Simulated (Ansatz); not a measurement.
# Ligand exchange: how K changes with temperature for SnH3(CH3) + CH4S ⇌ SnH3(SH) + C2H6

Gas-phase species: SnH3(CH3), singlet; CH4S (methanethiol) `CS`, singlet; SnH3(SH), singlet; C2H6 `CC`, singlet. The partners trade CH3 for SH: Sn–CH3 and C–SH bonds give way to Sn–SH and C–CH3.

The electronic reaction energy at CCSD(T)/def2-TZVPP is -83.8 kJ/mol. Shapes: PBE0-D4/def2-TZVP. Programs: Ansatz 0.2.0. Enthalpy and entropy come from rigid-rotor, harmonic-oscillator sums on unscaled PBE0-D4/def2-TZVP wavenumbers, ideal gases at 1 bar. Symmetry numbers: SnH3(CH3) 3, CH4S 1, SnH3(SH) 1, C2H6 6. R = 8.3145 J/(mol K).

| T (K) | ΔH (kJ/mol) | ΔS (J/(mol K)) |
| --- | --- | --- |
| 500 | -80.2 | -10.5 |
| 700 | -81.0 | -11.9 |
| 900 | ? | ? |

**Question.** Work out ln K at 500 and 700 K, and from these estimate it at 900 K.

**Answer.** 
1. 500 K: ΔG = -80.2 − 500 × (-10.5)/1000 = -75.0 kJ/mol; ln K = −ΔG/RT = +18.04.
2. 700 K: ΔG = -81.0 − 700 × (-11.9)/1000 = -72.7 kJ/mol; ln K = −ΔG/RT = +12.49.
3. Slope against 1000/T: (+12.49 − (+18.04))/(1.4286 − 2.0000) = +9.71, that is −ΔH/R with ΔH near -81 kJ/mol.
4. 900 K: ln K = +18.04 + (+9.71) × (1.1111 − 2.0000) = +9.41.

The full sums give ΔH = -81.6 kJ/mol, ΔS = -12.7 J/(mol K), ΔG = -70.2 kJ/mol and ln K = +9.38 at 900 K, so the line is off by +0.03 in ln K; without rounding the miss is +0.03, from the change of ΔH with temperature. The products are favoured over this whole range. An error of 10 kJ/mol in the energy moves ln K by 1.3 at 900 K. Soft modes are treated as harmonic, which can err either way at these temperatures; the lowest are those of SnH3(CH3) (111 cm⁻¹), CH4S (244 cm⁻¹), SnH3(SH) (113 cm⁻¹). Other reactions of these species are left aside. For atoms past krypton def2 sets carry core potentials with scalar relativity. Outer-core shells of Sn are correlated, in sets that cover them unevenly.

The exchange is driven by enthalpy: ln K falls from +18.04 at 500 K to +12.49 at 700 K because the reaction is exothermic, while the small negative entropy change lowers K only modestly. With two molecules on each side, translational entropy largely cancels, and a substantial part of the remaining loss comes from the higher rotational symmetry of ethane.

The preference for Sn–SH and C–CH3 probably reflects orbital match more than bond polarity. Carbon and sulfur have nearly the same electronegativity, so a simple polarity argument gives little preference for either pairing. Compact carbon orbitals overlap well with each other, whereas the more diffuse orbitals of tin are better matched to sulfur, in keeping with tin's familiar thiophilicity. The reaction energy covers all four bonds together, so it cannot show how much of the gain belongs to Sn–S and how much to C–C. Nor does a large K imply a fast reaction, since direct exchange must break strong covalent bonds and may be kinetically blocked without a catalyst or radical pathway.
